## Question

A crystal of simple-hexagonal molybdenum is flattened or stretched along its axis while its volume stays fixed. The table gives the density-functional (LDA) results. The axial ratio $x$ is $c/a$ divided by its starting value, the energy change $E$ is counted from the starting cell, and the pressure $P$ is the mean of the stresses along the three directions.

Simple-hexagonal Mo (P6/mmm, 1 atom per cell, a = 2.736, c = 2.555 Å), strained along c at fixed volume from a cell not relaxed at this level. Ansatz 0.2.0, plane-wave LDA with PAW datasets made for PBE, scalar-relativistic, no spin polarisation, 420 eV cutoff, 24×24×20 k mesh, Gaussian smearing of 0.15 eV. Energies are free energies; positive pressure means compression.

```
axial ratio (over its starting value)  energy change (meV/atom)  pressure (GPa)
                                  0.8                     417.5            8.63
                                 0.85                     151.1           -0.85
                                 0.92                       8.8           -7.32
                                 0.96                     -11.6           -8.49
                                    1                       0.0           -8.42
                                 1.05                      52.6           -6.87
                                  1.1                     134.0           -4.42
                                  1.2                     311.6            2.15
                                  1.3                     563.0           12.08
```

(a) Find a rule with two coefficients that gives $E$ from $x$ by hand, and justify its form. (b) Extend it to $P$. (c) Work it for $x=0.85$ and $x=1.2$. (d) Say how accurate it is and where it should not be used.

## Model answer

**Orders of magnitude.** Changing $a/c$ by a tenth from its preferred value costs roughly 0.1 eV per atom, and twice the change costs about four times as much. Each 0.1 eV stored in this way raises the pressure by about 4 GPa.

**(a) Energy.** Let $y = 1/x - 1$, the relative change of $a/c$. Flattening makes $y$ positive, stretching makes it negative. The rule is

$$E = A\,y^2 - b\,y .$$

A least-squares fit to all nine rows gives $A = 8450$ and $b = 512$ meV per atom.

The linear term is there because the starting cell does not have its preferred shape. Its stress is tensile in all directions but stronger along the axis, so the energy falls when the axis shortens a little. The energy is therefore lowest slightly below $x=1$, near 0.97, where the stresses along and across the axis become equal.

The quadratic term is the ordinary cost of a change of shape. Writing it in $1/x$ instead of $\ln x$ makes this term larger for flattening than for an equal logarithmic stretch, because $y^2 \approx (\ln x)^2 - (\ln x)^3$. In the table the linear term partly hides this, since it lowers the energy of flattening and raises that of stretching. The fits still support the choice: a parabola in $\ln x$ with equally many coefficients has a typical (root-mean-square) miss of 34 meV, against 13 meV here.

A count of neighbours suggests why. At fixed volume, flattening shortens the two axial contacts by two thirds of the change in $\ln x$, whereas stretching shortens the six in-plane contacts by only one third. The lopsided part of a steep repulsion grows as the cube of the shortening. For contacts of similar strength the two sides then weigh as $2\times2^3=16$ to $6\times1^3=6$, so the flattened side should be the harder one, counted from the preferred shape. This is an argument from theory, since total energies do not isolate the repulsion. It is also not the whole story: the crystal turns soft on part of the stretched side, as the remarks show, and that adds to the difference.

**(b) Pressure.** Suppose that the energy of a given shape change varies with volume $V$ as $V^{-g}$. Pressure is minus the volume derivative of the energy, so the shape change adds $gE/V$ to it. Pressure should then be a straight line in energy, and a least-squares line through the nine rows gives

$$P = -8.2 + 0.037\,E ,$$

with $P$ in GPa and $E$ in meV per atom. The negative constant means that the cell is larger than this level of theory prefers. The LDA runs used PAW datasets made for PBE, and the effect of that on the constant was not tested.

The slope corresponds to $g\approx 3.8$, but only as an average. Counted from the starting cell, the pressure rises by 0.050 GPa per meV at $x=0.85$ and by 0.030 at $x=1.1$, so flattening and stretching do not share one exponent, though the gap narrows to 0.041 against 0.036 at the two ends of the scan. A rough estimate gives the right size: if shear stiffness grows on compression as fast as the bulk modulus of a typical metal, about as $V^{-4}$, then energy, which is stiffness times volume, goes as $V^{-3}$. In this picture the squeezed crystal resists a change of shape more strongly, and that is why distortion at fixed volume raises the pressure.

**(c) Two rows.** For $x=0.85$, $y=0.1765$ and

$$E = 8450\times0.1765^2 - 512\times0.1765 = 263-90 = 173\ \text{meV}.$$

The calculated value is 151 meV, so the rule is 14 % too high. The pressure follows as $-8.2+0.037\times173=-1.8$ GPa, against a calculated $-0.85$ GPa.

For $x=1.2$, $y=-0.1667$ and the linear term changes sign:

$$E = 235+85 = 320\ \text{meV}.$$

This is 3 % above the calculated 312 meV. The pressure estimate is 3.6 GPa, against 2.15 GPa. Both rows took part in the fits, so these comparisons show how well the rule summarises the table, not how well it predicts.

**(d) Accuracy and range.** Where the calculated energy exceeds 50 meV, the rule is within a fifth of it. Close to the minimum it is poor in relative terms: at $x=0.92$ it gives about twice the calculated 8.8 meV. Pressures are typically good to 1 GPa, and the largest miss is 2 GPa, at $x=0.8$. The rule should stay between 0.8 and 1.3, and its energies compare shapes of this hexagonal crystal only, not this crystal with the stable body-centred cubic form.

## Remarks on the reasoning

**The linear coefficient can be checked.** The stresses of the starting cell alone fix the initial slope of the energy, and they give $b\approx 660$ meV. Setting $A$ and $b$ from just the rows 0.92 and 1.1 gives 669 meV, in close agreement. The smaller 512 meV of the full fit is a compromise over the whole range and should not be read as the stress of the starting cell.

**A short-range calibration shows the limits.** With the coefficients from those two rows, the energy at $x=1.2$ comes out 15 % too high. The stresses show the reason. The difference between the stress across and along the axis measures how hard the crystal resists further stretching; per unit of $\ln x$ it grows by 243 GPa just above $x=1$, by only 81 GPa between 1.1 and 1.2, and by 277 GPa beyond. The two-term rule used here cannot follow such a soft stretch, and a rearrangement of the d electrons as its cause would be a guess.

**A small mean pressure is not a relaxed crystal.** At $x=0.85$ the pressure is close to zero, yet the cell is compressed by 28 GPa along the axis and pulled by 16 GPa across it. The mean hides two large stresses of opposite sign. To judge whether a strained piece of metal is at rest, each direction has to be looked at separately.

**A neighbouring case.** Had the series started from body-centred cubic molybdenum and been stretched along a cube edge, the three directions would be equivalent at the start. Their stresses would be equal at any volume, so $b$ would vanish by symmetry and the energy would start flat. In the hexagonal crystal nothing ties the axis to the plane, and $b$ vanishes only once the shape has been relaxed. The first question for any such series is therefore whether symmetry or relaxation has removed the linear term.
